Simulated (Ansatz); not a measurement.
# A series in volume per atom on CuO2

All results are calculated (Ansatz 0.2.0 development build). Equation of state of a cubic crystal from periodic Kohn-Sham density functional theory without spin; pressure corrected for the finite basis.

Cell of the first row (space group Fm-3m, No. 225):
```
CuO2
1.0
      0.0000     2.3675     2.3675
      2.3675     0.0000     2.3675
      2.3675     2.3675     0.0000
Cu O
1 2
Direct
  0.00000 0.00000 0.00000
  0.25000 0.25000 0.25000
  0.75000 0.75000 0.75000
```

Settings of every row: formula CuO2; structure type fluorite; functional PBE; spin treatment none; k mesh 20x20x20; occupation method fermi-dirac; occupation width 0.061225619 eV; wave cutoff 420 eV; datasets soft-1 PAW; density cutoff ratio 4.

Limits: a cubic model structure, not a phase known at ambient conditions; no spin polarisation, a magnetic state may lie lower.

| row | volume per atom (Å³) | pressure (GPa) | energy above lowest point (meV/atom) |
| --- | --- | --- | --- |
| 1 | 8.846 | 12.419 | 20.64 |
| 2 | 9.035 | 7.795 | 8.81 |
| 3 | 9.223 | ? | ? |
| 4 | 9.411 | 0.012 | 0 |
| 5 | 9.599 | -3.254 | 1.95 |
| 6 | 9.787 | -6.16 | 7.5 |
| 7 | 9.976 | -8.743 | 16.28 |

Question: what pressure and energy above lowest point should row 3 give?

Worked fit of pressure. Take u = (V_r/V)^(2/3) − 1 with V_r = 9.505 Å³ an atom, which is twice the finite (Eulerian) strain; such expansions in the strain, on which the Birch-Murnaghan equation of state is built, carry the rest volume and the bulk modulus. The shown rows have u = 0.04907, 0.03439, 0.00665, -0.00654, -0.0193, -0.03173. Least squares give pressure = −1.6694 + 247.743 × u + 789.74 × u² + 254.9 × u³ GPa; a parabola predicts inner rows, each left out in turn, worse (root mean square 0.0058 against 0.0025 GPa). The rows lie off it by 0.000, 0.000, -0.001, 0.002, -0.001, 0.000. The pressure vanishes at u = 0.0066, or V = 9.412 Å³ an atom, and there the bulk modulus at fixed shape and fractions is B = −V dP/dV = (2/3)(1 + u) dP/du = 173 GPa. The withheld row has u = 0.02028, so the fit gives −1.6694 + 247.743 × (0.02028) + 789.74 × (0.02028)² + 254.9 × (0.02028)³ = 3.682 GPa.

The calculation gave 3.678 GPa. The fit lies 0.004 GPa (0.019 % of the column's range) above it; its largest miss of a shown row is 0.002 GPa.

Worked fit of energy above lowest point. Take u = (V_r/V)^(2/3) − 1 with V_r = 9.505 Å³ an atom, which is twice the finite (Eulerian) strain; such expansions in the strain, on which the Birch-Murnaghan equation of state is built, carry the rest volume and the bulk modulus. The shown rows have u = 0.04907, 0.03439, 0.00665, -0.00654, -0.0193, -0.03173. Least squares give energy above lowest point = 0.506 − 147.96 × u + 11156.3 × u² + 4546 × u³ meV/atom; a parabola predicts inner rows, each left out in turn, worse (root mean square 0.093 against 0.035 meV/atom). The rows lie off it by -0.01, 0.01, -0.02, 0.00, 0.02, -0.01. Its lowest point lies at u = 0.0066, or V = 9.412 Å³ an atom, and the curvature there gives the bulk modulus at fixed shape and fractions, B = (4/9)(1 + u)² E″(u)/V = 172 GPa. The withheld row has u = 0.02028, so the fit gives 0.506 − 147.96 × (0.02028) + 11156.3 × (0.02028)² + 4546 × (0.02028)³ = 2.13 meV/atom.

The calculation gave 2.12 meV/atom. The fit lies 0.01 meV/atom (0.048 % of the column's range) above it, one unit of the last digit.
